**Problem: isotope shifts of tellurium X-ray lines**

A K line of tellurium carries roughly 30 keV, and replacing $^{125}$Te by $^{128}$Te moves it by about 10 meV, a few parts in $10^7$. Two small numbers set the scale. The mean-square nuclear radius grows by $\delta\langle r^2\rangle = 4.7346^2 - 4.7204^2 = 0.134$ fm², and the electron-to-nucleus mass ratio changes by $\mu = m_e(1/M_{125} - 1/M_{128}) = 1.03\times10^{-7}$, with mass numbers used as masses in u. A line such as K-L2 moves a hole from the first level to the second, so its energy is the binding energy of the first less that of the second. K, L1 and M1 are 1s, 2s and 3s; L2, M2 are $p_{1/2}$, L3, M3 are $p_{3/2}$, and M4 is $3d_{3/2}$. The field shift comes from the change of nuclear size, the mass shift from the change of nuclear mass, and the total shift is their sum. The values are first-order Dirac-Fock results.

Isotope shifts of Te (Z = 52) X-ray lines, $^{128}$Te less $^{125}$Te, from Radial Dirac-Fock and Kohn-Sham solver 3, using first-order field-shift and mass-shift constants of Dirac-Fock ground and hole states. The nucleus is a Fermi distribution, the rms radii are 4.7204 fm ($^{125}$Te) and 4.7346 fm ($^{128}$Te), and the mass shift omits relativistic recoil terms.

```
 line  field shift (meV)  mass shift (meV)  total shift (meV)
 K-L2             -13.27              1.88             -11.39
 K-L3             -13.30              1.83             -11.47
 K-M2             -13.23              1.68             -11.55
 K-M3             -13.23              1.66             -11.57
L1-M2              -1.57              0.52              -1.05
L1-M3              -1.58              0.51              -1.07
L2-M1               0.36             -0.34               0.02
L2-M4               0.04             -0.19              -0.16
L3-M1               0.40             -0.29               0.10
L3-M4               0.07             -0.14              -0.07
```

**(a) Estimate the field shift of a K line with no fitted parameter, and explain why the L1 lines shift so much less.**

*Solution.* For a point nucleus there is no field shift. Two finite nuclei of equal charge give the same potential outside, so only the electron density $\rho$ inside matters. If $\rho$ is uniform there, Poisson's equation gives the electrons' own potential as a constant plus $(2\pi/3)\rho r^2$ in atomic units, and averaging over the nuclear charge raises the energy by $(2\pi/3)Z\rho\,\delta\langle r^2\rangle$. A larger nucleus binds less. The field constant of a binding energy is therefore $F = -(2\pi/3)Z\Delta\rho$, where $\Delta\rho$ is the density at the nucleus lost on making the hole, and a line shifts by $(F_\text{first} - F_\text{second})\,\delta\langle r^2\rangle$.

In the limit $\alpha Z \to 0$ a bare $ns$ electron has $\rho = Z^3/\pi n^3$, so for 1s

$$F = -\tfrac23 Z^4 \frac{E_h}{a_0^2} = -47.4\ \text{meV/fm}^2 .$$

The Dirac-Fock calculation gives $-98.4$ meV/fm² for K, 2.08 times more, so this limit fails. With $(\alpha Z)^2 = 0.144$ the Dirac 1s density of a point nucleus rises towards the origin as $r^{2\gamma-2}$, with $\gamma = \sqrt{1-(\alpha Z)^2} = 0.925$. Cutting it off at the radius of the equivalent uniform sphere, $R = \sqrt{5/3}\,r_\text{rms} = 6.10$ fm, gives $2ZR/a_0 = 0.0120$ and an enhancement

$$\frac{2\,(2ZR/a_0)^{2\gamma-2}}{\Gamma(2\gamma+1)} \approx \frac{2\times1.94}{1.75} \approx 2.2 .$$

Unrounded, $F = -105$ meV/fm², and the shift is $-105\times0.134 \approx -14$ meV against $-13.27$ meV for K-L2. The calculated K constant is 0.94 of the estimate. Cutting at $R$ is itself an approximation at the per-cent level, and relaxation of the other s electrons (part b) also lowers the constant, so that shortfall cannot be assigned wholly to screening.

The same bare Dirac formula gives a K/L1 ratio of 7.0, slightly under the $n^3 = 8$ of the nonrelativistic limit. The calculated constants, $-98.4$ and $-11.6$ meV/fm², give 8.5, and this carries over to the factor 8.4 between the mean field shifts of K and L1 lines. The calculation reaches 0.94, 0.78 and 0.51 of the bare value for 1s, 2s and 3s. A shortfall growing with $n$ is screening: an outer s electron spends most of its time outside the inner shells, and its density at the nucleus falls. Slater charges give the right order, with $(Z_\text{eff}/Z)^2$ at 0.85 and 0.61 for 2s and 3s and the cube at 0.78 and 0.48. The numbers do not pick the power, because relaxation (part b) also reduces the constants; removing an offset equal to the $p_{3/2}$ constant of the same shell gives 0.82 and 0.55, between the two.

**(b) Why are the field shifts of the L2 and L3 lines positive, and why do the K lines differ among themselves?**

*Solution.* If all orbitals were frozen, a $p_{3/2}$ or d hole would have $F \approx 0$, since these orbitals vanish at the nucleus. The calculated constants are positive: 0.67 meV/fm² for L3, 0.18 for M3 and 0.16 for M4. Theory accounts for the sign by relaxation. Removing a p or d electron unscreens the s electrons, they contract, and the ion has more density at the nucleus than the atom. A larger nucleus then raises the ion more than the atom and the binding energy grows. A 2p hole sits inside more s shells than a 3p or 3d hole, which fits the larger L3 value.

The M4 lines are differences of two such small positive constants: $(0.675-0.157)\times0.134 = 0.07$ meV for L3-M4. The M1 lines are larger because M1 is an s level with $F = -2.28$ meV/fm², which enters with a minus sign: $(0.675+2.28)\times0.134 = 0.40$ meV. These products recover the table because the table is built from them; they locate the cause and test nothing. By the same rule L3-M5 has nearly the field shift of L3-M4, as the M5 constant is 0.15.

A $p_{1/2}$ electron has density at the nucleus through its small component. Near the origin the hydrogenic $np$ function is $R_{np} = sr$, with slope $s = \tfrac23 Z^{5/2}\sqrt{n^2-1}/n^{5/2}$, and the small component is $(\alpha/2)(R' + 2R/r) = \tfrac32\alpha s$. Squared and divided by the $ns$ value $4Z^3/n^3$, this is $(\alpha Z)^2(n^2-1)/4n^2$, or 0.027 for $n=2$ and 0.032 for $n=3$. If relaxation is alike for both $j$, the $p_{1/2}$ constant lies below the $p_{3/2}$ one by this fraction of the s constant. The calculation gives 0.021 and 0.024, right in sign and order and about a quarter below the hydrogenic figures, a direction consistent with p electrons being screened more than s.

This fixes the fine detail. L2 lies 0.247 meV/fm² below L3, worth 0.03 meV, which separates K-L2 from K-L3 and L2-M4 from L3-M4. M2 lies only 0.055 below M3, under 0.01 meV, so K-M2 and K-M3 print alike. All K field shifts lie within 0.07 meV because every final level is a p level. Their common size is only as good as the radii: 0.001 fm in the radius difference moves K-L2 by 0.94 meV, five times the 0.18 meV spread of the K totals.

**(c) K-M lines have more energy than K-L lines yet smaller mass shifts, and all L2 and L3 lines have negative mass shifts. Explain this, and say which totals can be trusted in sign.**

*Solution.* The nucleus recoils with kinetic energy $(\sum_i \mathbf p_i)^2/2M$. The diagonal terms give the normal mass shift. In the nonrelativistic limit they replace $m_e$ by the reduced mass, every energy scales as $1 - m_e/M$, and a line of energy $E$ shifts by $+E\mu$. With rough recalled binding energies of 32 keV for K and 4.6 keV for L2, their difference times $\mu$ is 2.8 meV for K-L2, against 1.88 meV in the table. A least-squares scale factor on $E\mu$ over all ten lines (0.57) leaves 0.34 meV rms and the wrong sign on four rows, so the numbers exclude pure energy scaling.

The cross terms $\mathbf p_i\cdot\mathbf p_j/M$ give the specific mass shift. Their direct part vanishes by parity. Exchange leaves $-|\langle a|\mathbf p|b\rangle|^2/M$ for each same-spin pair whose $l$ differ by one. This adds binding, more in the lighter isotope, so its shift is negative. The tightest such pair is 1s-2p. A 1s electron has three 2p partners of its spin and a 2p electron has one 1s partner, so the net number $c$ of pairs in a line is 3 for K-M, $3-1=2$ for K-L, 1 for the L2 and L3 lines and 0 for L1-M. The model is

$$\text{mass shift} = E\mu - cP .$$

Least squares over all ten lines, with two-figure recalled level energies, gives $P = 0.52$ meV. For K-L2, which was part of the fit, $2.82 - 2\times0.52 = 1.78$ meV against 1.88. For a bare ion $|\langle 1s|p_z|2p\rangle| = \omega z$ with $\omega = \tfrac38 Z^2$ and $z = 128\sqrt2/243Z$, which gives about 0.6 meV, the same order. In this model the count accounts for both irregularities. Going from K-L to K-M adds about 0.4 meV of normal shift and costs one more pair, so the mass shift drops, and the K-M totals become the most negative although their field shifts are the smallest of the K group. An L2 or L3 line has only about 0.4 meV of normal shift, less than one pair, and turns negative. An L1 line loses no 1s-2p pair and stays positive, cancelling a third of its field shift against 13 to 14% for K lines.

The model gets every sign right with 0.09 meV rms, well above the 0.005 meV rounding and above the 0.05 meV that the rough K energy allows. It is worst for L2-M1, $-0.15$ against $-0.34$ meV, it is 0.1 meV low for the L1 lines, and it orders L2 and L3 lines backwards. Neglected 2p-3d pairs would make the M1 lines more negative, but they act alike on L2 and L3, so they are a plausible source only of the $-0.11$ meV misfit that L2-M1 shares with L3-M1; the other $-0.08$ meV is the gap between L2 and L3, seen again between the M4 lines. For the L1 lines the neglected pairs pull both ways. The 3p hole is the second level, so the 1s-3p pair it gives up raises the line, and in a bare ion that pair is a little over a fifth of the 1s-2p one. But the 2s hole loses three 2s-3p pairs and the 3p hole only one, so two net pairs, each nearly a fifth of the 1s-2p one in a bare ion, lower the line. There they outweigh the 1s-3p term and would make the misfit worse. Screening changes both sizes, and the balance in the atom is not worked out here, so the L1 misfit stays unexplained. The fitted $P$ is an effective size, since it also absorbs such smaller pairs and the relaxation of the hole states. Nonrelativistic pair counting treats both $j$ alike, so it leaves the order of L2 and L3 lines open.

The calculation takes the normal part just as the scaling argument does: its normal mass constants are $m_e$ times the binding energy, 31.9 keV for K. For K-L2 the normal part is therefore $E\mu = 2.8$ meV, which leaves about $-0.9$ meV for the specific part. Relativistic recoil terms are left out. For a hydrogen-like 1s electron the Dirac $\langle p^2\rangle$ is $(2-\gamma)/[\gamma(2\gamma-1)] = 1.37$ times $Z^2$, whereas the leading full recoil corresponds to $Z^2$ itself. A normal part taken from $\langle p^2\rangle/2M$ with Dirac orbitals would thus be too large, but one taken from the binding energy, as here, does not carry that excess. Freeing a scale on $E\mu$ as well gives 1.13 with $P = 0.66$ meV and 0.05 meV rms. Since the normal part of the calculation is $E\mu$ itself, the scale above one is no correction to it and can only stand in for specific terms that the pair count misses. The two constants also trade against each other, so the closeness of $P$ to the hydrogenic value is partly luck.

The K and L1 totals are negative with a wide margin, since the mass shift offsets at most a third of the field shift. L2-M4 and L3-M4 are negative because the mass shift outweighs a field shift under 0.1 meV, so their values inherit the recoil uncertainty in full. L3-M1 at $+0.10$ meV is a partial cancellation and L2-M1 at $+0.02$ meV a nearly complete one, 0.36 against $-0.34$, whose sign is not secure. For another isotope pair of the same calculation, with field shifts 1.34 and mass shifts 1.53 times larger, L2-M1 comes out at $-0.04$ meV. The other three L2 and L3 totals keep their signs there, but with relativistic recoil left out those signs are not secure either. Since the field constant grows faster than $Z^4$ while the mass terms go roughly as $Z^2\mu$, the field shift gains weight in heavier elements and the mass shift in lighter ones.
